**5d → 6p promotion energies of singly charged 5d ions: sign, order and safety margins**

The table holds the energy of the 5d → 6p promoted configuration above the ground one for Ta+, Re+, Os+, Pt+ and Au+, from unrestricted highest-spin determinants (PySCF, aug-cc-pwCVTZ-PP, scalar-relativistic core potential) at HF and SCS-MP2 with valence or subvalence correlation. The program fits nothing: it counts spin pairs and allowed L terms, splits the MP2 shift into opposite-spin and same-spin parts with the standard SCS weights, and lists spreads and ion-to-ion gaps over the levels of the same runs. The ground configuration is lower by more than 3 eV at every level, and the drop from Re+ to Os+ amounts to 0.85 eV per parallel d–d pair in HF. Shifts above 1 eV from HF to SCS-MP2 occur only where a doubly occupied d orbital is broken, and they are mainly of opposite-spin origin. The Ta+/Os+ order changes sign among the levels, and the Re+/Pt+ order differs between HF and the correlated levels.

Calculated values. PySCF 2.14.0, HF and SCS-MP2 from one real unrestricted determinant per state at highest spin, aug-cc-pwCVTZ-PP basis, scalar-relativistic core potential replacing 60 electrons. Energies for 5d to 6p promotion in singly charged 5d ions are total-energy differences, final minus ground configuration. Valence correlation freezes 5s and 5p; subvalence correlation includes them.

## Program and output

```python
# Table: 5d -> 6p promotion energy (eV, both states at highest spin) of 5d-row +1 ions; PySCF, one unrestricted
# determinant, aug-cc-pwCVTZ-PP, scalar-relativistic 60-electron core potential; HF and SCS-MP2 (valence, subvalence).
# Tested: sign and order against the spread of methods, spin-pair counts, opposite/same-spin split of MP2.
T = {
    'species': ['Ta+', 'Re+', 'Os+', 'Pt+', 'Au+'],
    'Z': [73, 75, 76, 78, 79],
    'N': [72, 74, 75, 77, 78],
    'config': ['[Xe] 4f14 5d3 6s1', '[Xe] 4f14 5d5 6s1', '[Xe] 4f14 5d6 6s1', '[Xe] 4f14 5d9', '[Xe] 4f14 5d10'],
    'final': ['[Xe] 4f14 5d2 6s1 6p1', '[Xe] 4f14 5d4 6s1 6p1', '[Xe] 4f14 5d5 6s1 6p1', '[Xe] 4f14 5d8 6p1', '[Xe] 4f14 5d9 6p1'],
    'hf': [3.98, 6.71, 3.31, 6.52, 8.23],  # eV
    'scs_mp2_subvalence': [4.36, 7.05, 4.79, 7.64, 9.24],  # eV
    'scs_mp2_valence': [4.07, 6.85, 5.07, 7.73, 9.41],  # eV
}
import re
from itertools import combinations as cb
from collections import Counter
sp = T['species']
# further results of the same runs (eV), not in the table
X = {'Ta+': {'MP2 val': 4.2492, 'MP2 sub': 4.5368, 'LDA': 4.940, 'PBE': 4.928, 'PBE0': 4.827, 'r2SCAN': 5.001, 'B97-3': 4.735, 'B2PLYP': 4.590, 'LC-wPBE': 4.444},
     'Re+': {'MP2 val': 7.1150, 'MP2 sub': 7.2532, 'LDA': 7.371, 'PBE': 7.349, 'PBE0': 7.297, 'r2SCAN': 7.411, 'BLYP': 7.204, 'B2PLYP': 7.143, 'r2SCAN0': 7.360},
     'Os+': {'MP2 val': 4.5899, 'MP2 sub': 4.5364, 'LDA': 5.292, 'PBE': 5.246, 'PBE0': 5.007, 'r2SCAN': 4.744, 'B3LYP': 5.443, 'PW91': 5.263, 'BHandHLYP': 5.189},
     'Pt+': {'MP2 val': 7.6475, 'MP2 sub': 7.6545, 'LDA': 7.701, 'PBE': 7.468, 'PBE0': 7.425, 'revPBE': 7.440, 'HSE06': 7.398, 'PBEsol': 7.537},
     'Au+': {'MP2 val': 9.4056, 'MP2 sub': 9.2790, 'LDA': 9.124, 'PBE': 8.898, 'PBE0': 8.936, 'r2SCAN': 8.797, 'revPBE': 8.873, 'MN15': 9.007, 'PW91': 8.906}}
E = {s: {'HF': float(T['hf'][i]), 'SCS val': float(T['scs_mp2_valence'][i]),
         'SCS sub': float(T['scs_mp2_subvalence'][i]), **X[s]} for i, s in enumerate(sp)}
def st(c):  # highest-spin counts: multiplicity, parallel dd pairs, double d orbitals, opposite pairs, allowed L
    m = {k: int(n) for k, n in re.findall(r'(5d|6s|6p)(\d+)', c)}
    d, s, p = m.get('5d', 0), m.get('6s', 0), m.get('6p', 0)
    u = min(d, 5); w = d - u
    N = Counter(sum(a) + sum(b) + sum(q) for a in cb(range(-2, 3), u)
                for b in cb(range(-2, 3), w) for q in cb(range(-1, 2), p))
    L = ''.join('SPDFGHI'[l] * (N[l] - N[l + 1]) for l in range(7))
    return u + s + p - w + 1, (u * (u - 1) + w * (w - 1)) // 2, w, (u + s + p) * w, L
print('Counts, lower -> upper: 2S+1 | parallel dd pairs lost | double d orbitals lost | opposite-spin pairs | allowed L')
lost, broke = {}, {}
for i, s in enumerate(sp):
    a, b = st(T['config'][i]), st(T['final'][i])
    lost[s], broke[s] = a[1] - b[1], a[2] - b[2]
    print(f'{s} {a[0]}->{b[0]} | {lost[s]} | {broke[s]} | {a[3]}->{b[3]} | {a[4]} -> {b[4]}')
print('Shifts (eV; table rounding gives +-0.01): SCS val - HF | SCS sub - HF | sub - val | PBE - SCS sub')
for s in sp:
    e = E[s]
    print(f"{s} {e['SCS val']-e['HF']:+.2f} | {e['SCS sub']-e['HF']:+.2f} | {e['SCS sub']-e['SCS val']:+.2f} | {e['PBE']-e['SCS sub']:+.2f}")
print('MP2 shift from HF split with SCS = 6/5 OS + 1/3 SS (eV, +-0.02): val total, OS, SS, SCS/MP2 | sub total, OS, SS')
OS = {}
for s in sp:
    e, r = E[s], []
    for k in ('val', 'sub'):
        m, c = e['MP2 ' + k] - e['HF'], e['SCS ' + k] - e['HF']
        o = (c - m / 3) / (6 / 5 - 1 / 3)
        r.append((m, o, m - o, c / m))
    OS[s] = r[0][1]
    print(f'{s} {r[0][0]:+.2f} {r[0][1]:+.2f} {r[0][2]:+.2f} {r[0][3]:.2f} | {r[1][0]:+.2f} {r[1][1]:+.2f} {r[1][2]:+.2f}')
print('All levels run (eV): lowest | highest | spread | spread without HF | lowest/spread')
for s in sp:
    e = E[s]; lo, hi = min(e, key=e.get), max(e, key=e.get)
    n = [v for k, v in e.items() if k != 'HF']
    print(f'{s} {e[lo]:.2f} {lo} | {e[hi]:.2f} {hi} | {e[hi]-e[lo]:.2f} | {max(n)-min(n):.2f} | {e[lo]/(e[hi]-e[lo]):.1f}')
lev = ['HF', 'SCS val', 'SCS sub', 'MP2 val', 'MP2 sub', 'LDA', 'PBE', 'PBE0', 'r2SCAN']
print('Gaps between ions (eV): ' + ' | '.join(lev))
for a, b in (('Os+', 'Ta+'), ('Pt+', 'Re+'), ('Re+', 'Os+'), ('Re+', 'Ta+'), ('Au+', 'Pt+'), ('Pt+', 'Os+')):
    print(f'{a} - {b}: ' + ' '.join(f'{E[a][k]-E[b][k]:+.2f}' if k in E[a] and k in E[b] else 'not run' for k in lev))
for k in ('HF', 'SCS val', 'SCS sub', 'PBE'):
    print(f'order, cheapest first, {k}: ' + ' < '.join(sorted(sp, key=lambda s: E[s][k])))
dn = lost['Re+'] - lost['Os+']
print(f'Re+ to Os+ drop per parallel dd pair ({dn} pairs), eV: ' +
      ', '.join(f"{k} {(E['Re+'][k]-E['Os+'][k])/dn:.2f}" for k in lev[:3]))
assert all(v > 3 for s in sp for v in E[s].values())
assert all(E['Re+'][k] - E['Os+'][k] > 1.5 for k in lev)
assert all((E[s]['SCS val'] - E[s]['HF'] > 1) == (broke[s] == 1) for s in sp)
assert all(abs(OS[s]) < 0.03 if broke[s] == 0 else OS[s] > 0.8 for s in sp)
```

Running it gives:

```
Counts, lower -> upper: 2S+1 | parallel dd pairs lost | double d orbitals lost | opposite-spin pairs | allowed L
Ta+ 5->5 | 2 | 0 | 0->0 | PF -> SPDDFG
Re+ 7->7 | 4 | 0 | 0->0 | S -> PDF
Os+ 6->8 | 0 | 1 | 6->0 | D -> P
Pt+ 2->4 | 3 | 1 | 20->18 | D -> SPDDFG
Au+ 1->3 | 4 | 1 | 25->24 | S -> PDF
Shifts (eV; table rounding gives +-0.01): SCS val - HF | SCS sub - HF | sub - val | PBE - SCS sub
Ta+ +0.09 | +0.38 | +0.29 | +0.57
Re+ +0.14 | +0.34 | +0.20 | +0.30
Os+ +1.76 | +1.48 | -0.28 | +0.46
Pt+ +1.21 | +1.12 | -0.09 | -0.17
Au+ +1.18 | +1.01 | -0.17 | -0.34
MP2 shift from HF split with SCS = 6/5 OS + 1/3 SS (eV, +-0.02): val total, OS, SS, SCS/MP2 | sub total, OS, SS
Ta+ +0.27 +0.00 +0.27 0.33 | +0.56 +0.22 +0.33
Re+ +0.41 +0.01 +0.40 0.35 | +0.54 +0.18 +0.36
Os+ +1.28 +1.54 -0.26 1.38 | +1.23 +1.24 -0.01
Pt+ +1.13 +0.96 +0.16 1.07 | +1.13 +0.86 +0.28
Au+ +1.18 +0.91 +0.27 1.00 | +1.05 +0.76 +0.29
All levels run (eV): lowest | highest | spread | spread without HF | lowest/spread
Ta+ 3.98 HF | 5.00 r2SCAN | 1.02 | 0.93 | 3.9
Re+ 6.71 HF | 7.41 r2SCAN | 0.70 | 0.56 | 9.6
Os+ 3.31 HF | 5.44 B3LYP | 2.13 | 0.91 | 1.6
Pt+ 6.52 HF | 7.73 SCS val | 1.21 | 0.33 | 5.4
Au+ 8.23 HF | 9.41 SCS val | 1.18 | 0.61 | 7.0
Gaps between ions (eV): HF | SCS val | SCS sub | MP2 val | MP2 sub | LDA | PBE | PBE0 | r2SCAN
Os+ - Ta+: -0.67 +1.00 +0.43 +0.34 -0.00 +0.35 +0.32 +0.18 -0.26
Pt+ - Re+: -0.19 +0.88 +0.59 +0.53 +0.40 +0.33 +0.12 +0.13 not run
Re+ - Os+: +3.40 +1.78 +2.26 +2.53 +2.72 +2.08 +2.10 +2.29 +2.67
Re+ - Ta+: +2.73 +2.78 +2.69 +2.87 +2.72 +2.43 +2.42 +2.47 +2.41
Au+ - Pt+: +1.71 +1.68 +1.60 +1.76 +1.62 +1.42 +1.43 +1.51 not run
Pt+ - Os+: +3.21 +2.66 +2.85 +3.06 +3.12 +2.41 +2.22 +2.42 not run
order, cheapest first, HF: Os+ < Ta+ < Pt+ < Re+ < Au+
order, cheapest first, SCS val: Ta+ < Os+ < Re+ < Pt+ < Au+
order, cheapest first, SCS sub: Ta+ < Os+ < Re+ < Pt+ < Au+
order, cheapest first, PBE: Ta+ < Os+ < Re+ < Pt+ < Au+
Re+ to Os+ drop per parallel dd pair (4 pairs), eV: HF 0.85, SCS val 0.44, SCS sub 0.56
```
